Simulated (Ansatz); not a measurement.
# Strength of the B–H bond: BH(CH3)I → B(CH3)I + H

Species: BH(CH3)I, singlet; B(CH3)I, doublet; H atom, doublet. 

Shapes, held fixed at every level: PBE0-D4/def2-TZVP. Programs: Ansatz 0.2.0. The zero-point and thermal change to 298 K, harmonic and unscaled (PBE0-D4/def2-TZVP), is -21.4 kJ/mol.

```json
{"level": "HF/def2-TZVPP", "kind": "Hartree–Fock", "ΔH(298 K) (kJ/mol)": "+340.4", "less CCSD(T)/def2-TZVPP": "-86.7"}
{"level": "B3LYP-D4/def2-TZVPP", "kind": "global hybrid", "ΔH(298 K) (kJ/mol)": "+426.0", "less CCSD(T)/def2-TZVPP": "-1.1"}
{"level": "BHLYP-D4/def2-TZVPP", "kind": "global hybrid", "ΔH(298 K) (kJ/mol)": "+426.9", "less CCSD(T)/def2-TZVPP": "-0.2"}
{"level": "r2SCAN0-D4/def2-TZVPP", "kind": "global hybrid", "ΔH(298 K) (kJ/mol)": "+411.2", "less CCSD(T)/def2-TZVPP": "-15.9"}
{"level": "MP2/def2-SVP", "kind": "perturbation theory", "ΔH(298 K) (kJ/mol)": "+407.3", "less CCSD(T)/def2-TZVPP": "-19.8"}
{"level": "CCSD(T)/def2-SVP", "kind": "coupled cluster or CI", "ΔH(298 K) (kJ/mol)": "+415.7", "less CCSD(T)/def2-TZVPP": "-11.4"}
{"level": "CCSD/def2-TZVPP", "kind": "coupled cluster or CI", "ΔH(298 K) (kJ/mol)": "+426.5", "less CCSD(T)/def2-TZVPP": "-0.6"}
{"level": "CCSD(T)/def2-TZVPP", "kind": "coupled cluster or CI", "ΔH(298 K) (kJ/mol)": "+427.1", "less CCSD(T)/def2-TZVPP": "0.0"}
```

The highest level, CCSD(T)/def2-TZVPP, gives ΔH(298 K) = +427.1 kJ/mol; the levels span +340.4 to +427.1. The column of differences is taken from that level and isn't an error. Hartree–Fock misses the correlation of the pair that is broken and comes out low. No measured value is set beside it here. Open shells run unrestricted unless RO is named. For atoms past krypton def2 sets carry core potentials with scalar relativity. Correlated rows may include outer-core shells of I, which these sets cover unevenly.

The B–H bond is strong, at +427.1 kJ/mol with CCSD(T)/def2-TZVPP. Homolysis leaves the odd electron largely in a σ-type hybrid on boron, orthogonal to the formally empty p orbital that accepts π density from iodine and hyperconjugation from methyl. That donation is available in both the borane and the radical, so it probably gives the radical little extra stabilisation.

Adding perturbative triples to CCSD in the larger basis changes the result very little, which suggests that breaking this bond into separate radicals poses no serious multireference problem. The basis matters more: CCSD(T) rises from +415.7 to +427.1 kJ/mol as added flexibility better describes the correlated bonding pair. Much of MP2's apparent shortfall therefore comes from its smaller basis. B3LYP and BHLYP nearly coincide despite very different shares of exact exchange, so the lower r2SCAN0 value probably reflects its semilocal part. Without the parent borane for comparison, the net effect of iodine and methyl on the bond strength remains open.
